## Question

An engineer needs three properties of gadolinium from electronic-structure calculations: the density, the bulk modulus and the magnetic state. The table compares eight density functionals for the hexagonal close-packed metal.

Hcp Gd, relaxed with each functional from several magnetic starts, of which the lowest in energy is kept (Ansatz 0.2.0, plane-wave PAW DFT, scalar-relativistic, collinear spins, Fermi-Dirac smearing of 0.05 eV). Volume, bulk modulus and its pressure derivative come from a third-order Birch-Murnaghan fit; site moments are taken within atomic spheres.

| functional | wave cutoff | k mesh | starting moments | volume per atom (Å³) | bulk modulus (GPa) | bulk modulus pressure derivative | largest site moment (μB) | magnetic order | c over a |
| --- | --- | --- | --- | --- | --- | --- | --- | --- | --- |
| LDA | 420 eV | 14×14×8 | Gd +7.15 Gd -7.15 μB | 28.90 | 41.7 | 3.27 | 7.15 | antiferromagnetic | 1.5840 |
| PBEsol | 420 eV | 14×14×8 | Gd +7.22 Gd -7.22 μB | 30.61 | 37.9 | 3.38 | 7.22 | antiferromagnetic | 1.5950 |
| PBE | 420 eV | 13×13×7 | Gd +7.26 Gd -7.26 μB | 32.83 | 34.0 | 3.50 | 7.26 | antiferromagnetic | 1.6020 |
| revPBE | 420 eV | 13×13×7 | Gd +7.39 Gd +7.39 μB | 34.85 | 32.0 | 3.33 | 7.39 | ferromagnetic | 1.6010 |
| RPBE | 420 eV | 13×13×7 | Gd +7.4 Gd +7.4 μB | 35.32 | 31.3 | 3.45 | 7.40 | ferromagnetic | 1.6030 |
| BLYP | 420 eV | 13×13×7 | Gd +7.19 Gd -7.19 μB | 34.13 | 32.5 | 3.68 | 7.19 | antiferromagnetic | 1.5880 |
| r2SCAN | 500 eV | 13×13×7 | Gd +7.59 Gd +7.59 μB | 33.90 | 37.9 | 2.90 | 7.59 | ferromagnetic | 1.6240 |
| m-r2SCAN | 500 eV | 13×13×7 | Gd +7.44 Gd +7.44 μB | 32.95 | 36.0 | 3.11 | 7.44 | ferromagnetic | 1.5950 |

The column headed "starting moments" repeats the site moments found at the end of the calculations; it does not show the first guesses from which the search began.

For orientation, rough recalled measured values are 33 Å³ per atom for the volume, 38 GPa for the bulk modulus and 7.6 μB per atom for the moment of the ferromagnetic metal. The fitted equations of state can also be read at one common volume, 31.2 Å³ per atom, which lies inside the range computed for every functional:

| functional | pressure (GPa) | bulk modulus (GPa) |
|---|---|---|
| LDA | −2.8 | 32.1 |
| PBE | 1.9 | 40.5 |
| RPBE | 4.8 | 46.8 |

(a) A colleague says: "The functionals differ only in the volume they choose. Take any of them, set the measured volume, and the modulus will come right." Test this claim.

(b) Explain why the volume grows from LDA to RPBE, and why the modulus falls as slowly as it does.

(c) The largest site moment of r2SCAN, 7.59 μB, agrees with the measured moment. Is this a reason to trust r2SCAN for the magnetism?

(d) Recommend a level of theory for each purpose and say roughly what it costs.

## Model answer

**(a)** If the colleague were right, all functionals would share one curve of modulus against volume, and each would merely sit at a different point on it. The equation of state of PBE can be followed to the volumes of the others. At the LDA volume it gives 52 GPa, whereas LDA itself gives 41.7 GPa. At the RPBE volume it gives 26 GPa, whereas RPBE gives 31.3 GPa. The modulus therefore changes much less from one functional to the next than it does when a single functional is compressed or stretched.

The values at the common volume show the same thing more sharply. At their own equilibrium volumes LDA is stiffer than RPBE, but at 31.2 Å³ the order is reversed. LDA is stretched there and has gone soft, while RPBE is compressed and has stiffened.

The proposed repair can therefore do harm. The modulus of PBEsol, 37.9 GPa, is already close to the measured one, although its volume is about 7% too small. Stretched to 33 Å³, it becomes 37.9 × (30.61/33)^3.38, or about 29 GPa. For RPBE, which starts too large and too soft, the same step leads to about 40 GPa and helps. A correction that spoils one functional and improves another is no general remedy.

**(b)** The volume comes first. LDA takes the exchange and correlation energy from the local density alone. A gradient-corrected functional adds an energy gain where the density varies strongly compared with its own size. When a crystal expands, the density between the atoms thins out and this relative variation grows there, so the correction lowers the energy of the expanded crystal more than that of the compact one. It acts as an outward pressure.

The strength of this correction differs by design. It is absent in LDA, weak in PBEsol, stronger in PBE and stronger again in revPBE and RPBE, and the volumes follow that order. This argument rests on the known form of the functionals; the table shows the resulting volumes, not the separate energy terms.

The modulus depends on how the extra pressure changes with volume. Suppose it were constant, like a dead weight hung on a spring. It would move the resting point but leave the stiffness at each volume as it was, and the colleague would be right. In fact the pressure must fade in the end, because the energy difference between two functionals levels off once the atoms are far apart. The small table shows that it is already fading near 31.2 Å³, since PBE has the higher pressure there and is also stiffer than LDA. A push that weakens as the crystal gives way to it behaves like a second spring: it moves the resting point and adds stiffness of its own.

This can be put into a short formula. Let B be the bulk modulus, V the volume per atom and B′ the bulk modulus pressure derivative. Let the extra pressure p between two functionals fall as V^(−m).

1. The modulus is −V times the slope of pressure against volume, so the extra pressure adds m·p to it.
2. To enlarge the equilibrium volume by a small fraction δ, the extra pressure must be p ≈ B·δ.
3. Stretching by δ along the old curve lowers the modulus by B·B′·δ, while the new term returns m·B·δ.
4. The net loss is B·(B′ − m)·δ. Between functionals, B therefore falls roughly as V^(−(B′ − m)) and not as V^(−B′).

The value of m follows from the small table. From LDA to PBE the modulus at equal volume rises by 40.5 − 32.1 = 8.4 GPa and the pressure by 1.9 + 2.8 = 4.7 GPa, so m is about 1.8. With B′ near 3.5, the expected exponent is about 1.7.

A direct check uses the four antiferromagnetic rows, LDA, PBEsol, PBE and BLYP, so that only one magnetic order is involved. A least-squares line through the logarithms of modulus and volume gives an exponent of 1.5 and meets these four moduli within 1%. The formula and the line draw on the same equations of state, so their agreement shows that the account is consistent; it is not independent evidence for the gradient mechanism.

As a worked estimate, take RPBE, which was not used for the line, and start from PBE, which was. The volume ratio is 32.83/35.32 = 0.93. Raised to the power 1.5 it gives 0.90, and the estimate from 34.0 GPa is about 30.5 GPa. RPBE gives 31.3 GPa, so the estimate is a few per cent too low. RPBE is also ferromagnetic, and the change of order may account for part of that difference.

The exponent of 1.5 fails for r2SCAN, whose modulus lies 16% above the line. For m-r2SCAN the excess is about 6%. These two functionals also use the kinetic-energy density of the electrons, so a rule built on gradient corrections need not hold for them. r2SCAN has the largest axial ratio (c over a) as well. Its net moment changes smoothly over the scaled volumes, from 7.90 to 7.95 μB per atom, so there is no sign of a jump between states that would distort the fit. Whether another solution lies lower is not known. The formula does show where the stiffness enters. At 31.2 Å³ the r2SCAN curve has a pressure of 3.5 GPa and a modulus of 47.6 GPa, so its extra pressure over LDA has an m of about 2.4, against 1.8 for PBE. The push fades faster and so returns more stiffness; why it does so remains open.

**(c)** No. The site moment counts only the spin inside a sphere around the nucleus, whereas the measured moment belongs to the whole metal. In the same r2SCAN calculation a further 0.34 μB per atom lies outside the spheres, which brings the total to 7.93 μB. That is clearly above the measured moment. r2SCAN is known to make the moment of iron too large as well, so an excess here is no surprise. The corresponding totals are about 7.8 μB for m-r2SCAN and 7.7 μB for revPBE and RPBE.

The total is easy to understand. The half-filled 4f shell supplies seven parallel spins, and through exchange these spins polarise the 5d and 6s conduction electrons. The conduction electrons spread between the atoms, so a sphere cuts off part of their contribution. In this picture the ferromagnetic rows differ in how strongly the conduction electrons are polarised. The 4f occupations, which would test it, are not listed.

The magnetic order is a separate test. LDA, PBEsol, PBE and BLYP end antiferromagnetic, although real gadolinium is ferromagnetic at low temperature. A plausible reason is that such functionals place the empty 4f states of opposite spin too close to the occupied conduction states, which favours antiparallel neighbours. This is not established here, for revPBE and RPBE are also gradient-corrected functionals and yet end ferromagnetic. Energies and densities of states for both orders would be needed to test it.

**(d)** For the density, the choice of functional is a large decision. The step from LDA to PBEsol is 1.7 Å³ and that from PBEsol to PBE is 2.2 Å³, each more than 5% of the volume. If an error of 1–2% is needed, only PBE and m-r2SCAN come close enough here. The rough reference cannot rank these two, and the PBE volume belongs to the wrong magnetic order.

For the modulus, agreement on its own is a poor guide. PBEsol and r2SCAN both give 37.9 GPa, although their volumes differ by more than 3 Å³. PBE has nearly the right volume but is about 11% too soft. If volume and modulus must both lie within about 5% of the measured values, the two meta-GGAs, r2SCAN and m-r2SCAN, are the candidates.

For work in which the magnetism matters as well, m-r2SCAN is the first candidate to test among these eight: it finds the ferromagnetic order and exceeds the measured moment by less than r2SCAN does. The totals of revPBE and RPBE lie a little closer to the measured moment, but their volumes are 6–7% too large. The choice rests on agreement with a few rough values for one metal, which may owe something to cancelling errors. Its close relative r2SCAN gives a volume about 3% larger, so even a small change in the functional matters. A common remedy for misplaced 4f states is a Hubbard correction on that shell (DFT+U); it is not in the table and belongs in the same test. PBE remains useful for a first geometry, provided that the ferromagnetic state is computed explicitly.

This advice carries a reservation. A half-filled 4f shell leaves little freedom in how its orbitals are occupied, but the magnetic order and the polarisation of the conduction electrons may still end in a solution that is not the lowest. For the two meta-GGAs the program also warns that the stability of the solution was not checked. The energy differences between the magnetic orders are not listed either, so it is not known how firmly any functional prefers its order. Before the result is relied on, the calculation should be repeated from several starts and the energies compared.

The extra cost is moderate. Raising the cutoff from 420 to 500 eV, as was done for the meta-GGAs, increases the number of plane waves by about 30% at equal volume, and the kinetic-energy density adds further work at each step. Computing both magnetic orders doubles the number of runs. For gadolinium that money is well spent, because otherwise a change of functional may hide a change of magnetic state.

## Remarks on the reasoning

A tempting wrong answer to (a) is that larger crystals are softer and that the colleague is therefore right. The first half holds among LDA and the gradient-corrected functionals, but the conclusion does not follow. One has to ask whether the modulus falls at the same rate as along a single compression curve, and it does not.

A good answer to (b) separates two effects of the extra pressure. Its size sets the new volume, and the speed at which it fades sets the added stiffness. To judge another pair of functionals, one compares their pressures and moduli at one common volume. If the moduli agree there, the two differ only in the volume they choose, at least near that point; if the functional with the higher pressure is also the stiffer one, a shared curve overstates the softening.

The step from PBE to RPBE deserves particular care. It combines a stronger gradient correction with a change from antiferromagnetic to ferromagnetic order, so the full 2.5 Å³ must not be credited to the correction. The steps from LDA to PBEsol and on to PBE keep the same order and are the cleaner evidence.

Differences of about 1% in volume should not decide the choice. All functionals were run with atomic datasets made for PBE, and the calculation describes the metal at zero temperature, whereas gadolinium loses its ferromagnetic order near room temperature. These limits matter when PBE is weighed against m-r2SCAN, but they do not rescue an LDA volume that is 12% too small.
